**Problem.** A Bi contact of length $L_c$ and width $W$ covers monolayer MoS$_2$ across its full width. The interface is taken as ohmic with specific contact resistivity $\rho_c$, the metal as an equipotential, and transport in the sheet as diffusive. $R_{sh}$ is the sheet resistance *under the contact*; that of the channel is $R_{ch}$. Given typical inputs: $\rho_c = 10^{-8}\ \Omega\,\text{cm}^2 = 1\ \Omega\,\mu\text{m}^2$, $n = 2\times10^{13}$ cm$^{-2}$, $\mu = 30$ cm$^2$/V·s, so $R_{sh} = 1/(qn\mu) = 10.4$ kΩ/sq, rounded to 10 kΩ/sq.

**(a) Dimensional analysis.** Strips along the current add in parallel, so $R_{co}\propto 1/W$. The quantities $R_{co}W$ (Ω·length), $\rho_c$ (Ω·length²), $R_{sh}$ (Ω) and $L_c$ involve two dimensions, which leaves two groups. The material parameters give one length and one resistance-width product:
$$L_T=\sqrt{\rho_c/R_{sh}},\qquad R_{co}W=\sqrt{\rho_cR_{sh}}\,f(x),\qquad x=L_c/L_T .$$
Here $L_T = 10$ nm and $\sqrt{\rho_cR_{sh}} = 100\ \Omega\,\mu$m.

**(b) The function $f$.** Let $y$ run from the channel edge into the contact, $V(y)$ be the sheet potential relative to the metal, and $I(y)$ the sheet current along $+y$:
$$\frac{dV}{dy}=-\frac{R_{sh}}{W}I,\qquad \frac{dI}{dy}=-\frac{W}{\rho_c}V .$$
Hence $V''=V/L_T^2$. The condition $I(L_c)=0$ gives $V=A\cosh[(L_c-y)/L_T]$ and $I=(WA/R_{sh}L_T)\sinh[(L_c-y)/L_T]$. Since $R_{sh}L_T=\sqrt{\rho_cR_{sh}}$,
$$R_{co}=\frac{V(0)}{I(0)}=\frac{\sqrt{\rho_cR_{sh}}}{W}\coth\frac{L_c}{L_T}.$$

**(c) Limits.** As $x=L_c\sqrt{R_{sh}/\rho_c}$, small $x$ means short $L_c$, small $R_{sh}$ or large $\rho_c$. From $x\coth x=1+x^2/3-x^4/45+\dots$,
$$R_{co}W=\frac{\rho_c}{L_c}+\frac{R_{sh}L_c}{3}-\frac{R_{sh}^2L_c^3}{45\rho_c}+\dots$$
The leading term is uniform injection over the area $WL_c$. The sheet current then falls as $1-y/L_c$, and its dissipation $\int_0^{L_c}(1-y/L_c)^2dy=L_c/3$ explains the first correction.

Large $x$ means long $L_c$, large $R_{sh}$ or small $\rho_c$. From $\coth x=1+2/(e^{2x}-1)$,
$$R_{co}W=\sqrt{\rho_cR_{sh}}\left[1+2e^{-2L_c/L_T}+\dots\right].$$
The leading term equals $\rho_c/L_T$, so the effective area is $WL_T$; the sheet current decays as $e^{-y/L_T}$, and 63% of it has entered the metal by $y=L_T$.

The local exponents follow from $d\ln\coth x/d\ln x=-s$ with $s=2x/\sinh 2x$:
$$\frac{\partial\ln R_{co}}{\partial\ln L_c}=-s,\qquad \frac{\partial\ln R_{co}}{\partial\ln\rho_c}=\frac{1+s}{2},\qquad \frac{\partial\ln R_{co}}{\partial\ln R_{sh}}=\frac{1-s}{2}.$$
For small $x$, $s\approx1-2x^2/3$ and the exponents tend to $(-1,1,0)$. For large $x$, $s\approx4xe^{-2x}$ and they tend to $(0,\tfrac12,\tfrac12)$. The exponent of $W$ is $-1$ throughout. A tenfold cut in $\rho_c$ gains a factor of ten only if the contact stays short; a long one gains $\sqrt{10}$.

**(d) Crossovers.** The two leading terms are equal at $x=1$, that is at $L_c=L_T$, $\rho_c=R_{sh}L_c^2$ or $R_{sh}=\rho_c/L_c^2$. There each lies 24% below $\coth 1$, while the once-corrected short form is 1.5% high and the once-corrected long form 3.2% low. The full result exceeds the short limit by less than 10% for $x<0.55$ (root of $x\coth x=1.1$) and the long limit by less than 10% for $x>\tfrac12\ln21=1.52$. The midpoint $s=\tfrac12$ lies at $x=1.09$. In the present setting these three points are $L_c=5.5$, 15 and 11 nm. For a fixed $L_c=20$ nm, the crossover in $\rho_c$ lies at $4\times10^{-8}\ \Omega\,\text{cm}^2$ and that in $R_{sh}$ at 2.5 kΩ/sq.

| $L_c$ (nm) | $x$ | $\coth x$ | $1/x+x/3$ | $1+2e^{-2x}$ | $s$ | $R_{co}W$ (kΩ·µm) |
|---|---|---|---|---|---|---|
| 2 | 0.2 | 5.066 | 5.067 | 2.341 | 0.974 | 0.51 |
| 5 | 0.5 | 2.164 | 2.167 | 1.736 | 0.851 | 0.22 |
| 10 | 1 | 1.313 | 1.333 | 1.271 | 0.551 | 0.13 |
| 20 | 2 | 1.037 | 1.167 | 1.037 | 0.147 | 0.10 |
| 40 | 4 | 1.001 | 1.583 | 1.001 | 0.005 | 0.10 |

**(e) Extraction.** Devices of varying channel length $L$ obey $R_{tot}W=2R_{co}W+R_{ch}L$. The slope gives $R_{ch}$, and the line meets the axis at $L=-2L_0$ with
$$L_0=\frac{R_{co}W}{R_{ch}}=L_T\frac{R_{sh}}{R_{ch}}\coth x .$$
Thus $L_0=L_T$ follows if $R_{sh}=R_{ch}$ and $x\gg1$. The long-contact recipe returns
$$\rho_{app}=\frac{(R_{co}W)^2}{R_{ch}}=\rho_c\frac{R_{sh}}{R_{ch}}\coth^2x .$$
At $L_c=10$ nm with $R_{sh}=R_{ch}$ it gives $L_0=13$ nm and $\rho_{app}=1.72\,\rho_c$. If the metal changes the carrier density or mobility beneath it, $R_{sh}\neq R_{ch}$, and long contacts fix only the product $\rho_cR_{sh}$. The short-contact recipe gives $R_{co}WL_c=\rho_c\,x\coth x$, 8% high at 5 nm. Varying $L_c$ through $L_T$ separates the two parameters.

**(f) Neglected terms.** *Thickness.* With the approximate monolayer thickness 0.65 nm, $t/L_T=0.065$; vertical transport is lumped into $\rho_c$.

*Metal resistance.* For 20 nm of uncapped Bi with approximate bulk resistivity $1.3\times10^{-4}\ \Omega\,$cm, $R_m=65$ Ω/sq. The sheet-to-metal voltage then obeys $V''=(R_{sh}+R_m)V/\rho_c$, which shortens $L_T$ by 0.3%. If the current leaves the metal at the far end, the added $R_{co}W$ is at most $R_mL_c=2.6\ \Omega\,\mu$m at 40 nm.

*Finite mode number.* The long limit vanishes as $\rho_c\to0$, but a sheet carries a finite number of modes. Estimate at zero temperature with two spin-degenerate K valleys: $n=k_F^2/\pi$ gives $k_F=0.79$ nm$^{-1}$, and each valley has $k_F/\pi$ transverse modes per width, so $M/W=0.50$ nm$^{-1}$. With $h/2q^2=12.9$ kΩ per spin-degenerate mode, the ballistic two-terminal value is $R_QW=26\ \Omega\,\mu$m, or 13 Ω·µm per contact. Writing the device resistance for ideal contacts as $R_Q(1+L/\lambda)$ with slope $R_{sh}/W$ defines the backscattering length $\lambda=R_QW/R_{sh}=2.6$ nm. The per-contact floor relative to $\sqrt{\rho_cR_{sh}}$ is then $\lambda/2L_T=0.13$. To see how it enters, give right- and left-moving carriers the potentials $V_\pm$, with $V=(V_++V_-)/2$ and $I=(V_+-V_-)/R_Q$, and let each flux be lost to the metal at a rate $\gamma$ per length: $V_\pm'=-(V_+-V_-)/\lambda\mp\gamma V_\pm$. For $\gamma=0$ this yields $R_Q(1+L/\lambda)$. Matching $I'=-(W/\rho_c)V$ fixes $\gamma=R_QW/2\rho_c$, and then $V'=-[R_{sh}+(R_QW)^2/4\rho_c]\,I/W$. A long contact therefore has
$$R_{co}W=\sqrt{\rho_cR_{sh}+(R_QW/2)^2}=\sqrt{\rho_cR_{sh}}\,\sqrt{1+(\lambda/2L_T)^2},$$
which tends to the floor $R_QW/2$ as $\rho_c\to0$. Here it is 100.8 Ω·µm, a second-order correction of $\tfrac12(\lambda/2L_T)^2\approx0.8\%$. This exceeds $\coth x-1$ only for $x>2.8$, so the finite-length correction is the larger one up to $L_c\approx28$ nm. The scaling $R_{co}\propto\rho_c^{1/2}$ needs $L_T\gg\lambda/2$ and ends as $L_T$ approaches $\lambda/2$.